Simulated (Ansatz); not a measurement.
A series in volume per atom on GaIr

All results are calculated (Ansatz 0.2.0). Periodic Kohn-Sham DFT of a crystal at fixed atoms; pressure and stress are positive in compression; the energy is the free energy less that of spherical unpolarised free atoms; site moments are those in the method's own spheres, positive along +z.

Cell of the first row (space group Pm-3m, No. 221):
```
cell vectors (Å)
   2.9427     0.0000     0.0000
   0.0000     2.9427     0.0000
   0.0000     0.0000     2.9427
atoms (fractions of the cell vectors)
Ga  0.00000  0.00000  0.00000
Ir  0.50000  0.50000  0.50000
```

Settings of every row: method all-electron PAW; functional PBEsol; relativity scalar; k mesh 12x12x12; filling fermi-dirac; smearing width 0.05 eV; nucleus gaussian.

Atom start moment: 0 on all atoms.

Limits: no spin-orbit coupling on heavy atoms.

| row | volume per atom (Å³) | pressure (GPa) |
| --- | --- | --- |
| 1 | 12.741 | ? |
| 2 | 13.012 | 15.871 |
| 3 | 13.283 | 9.614 |
| 4 | 13.419 | 6.748 |
| 5 | 13.554 | 4.043 |
| 6 | 13.69 | 1.492 |
| 7 | 13.825 | -0.914 |
| 8 | 14.096 | -5.327 |
| 9 | 14.367 | -9.252 |

Question: what pressure should row 1 give?

Worked fit of pressure. Take u = (V_r/V)^(2/3) − 1 with V_r = 13.622 Å³ an atom, which is twice the finite (Eulerian) strain; such expansions in the strain, on which the Birch-Murnaghan equation of state is built, carry the rest volume and the bulk modulus. The shown rows have u = 0.03101, 0.01694, 0.01006, 0.00334, -0.00331, -0.00981, -0.02255, -0.03488. Least squares give pressure = 2.7486 + 384.772 × u + 1204.63 × u² + 1066 × u³ GPa; a parabola predicts inner rows, each left out in turn, worse (root mean square 0.011 against 0.0056 GPa). The rows lie off it by 0.000, -0.004, 0.006, -0.004, 0.004, -0.003, 0.001, 0.000 (root mean square 0.0034 GPa). The pressure vanishes at u = -0.0073, or V = 13.77 Å³ an atom, and there the bulk modulus at fixed shape and fractions is B = −V dP/dV = (2/3)(1 + u) dP/du = 243 GPa. The withheld row has u = 0.04558, so the fit gives 2.7486 + 384.772 × (0.04558) + 1204.63 × (0.04558)² + 1066 × (0.04558)³ = 22.890 GPa.

The calculation gave 22.903 GPa. The fit lies 0.013 GPa (0.04 % of the column's range) below it; its largest miss of a shown row is 0.006 GPa. This row lies beyond the range of the fit.
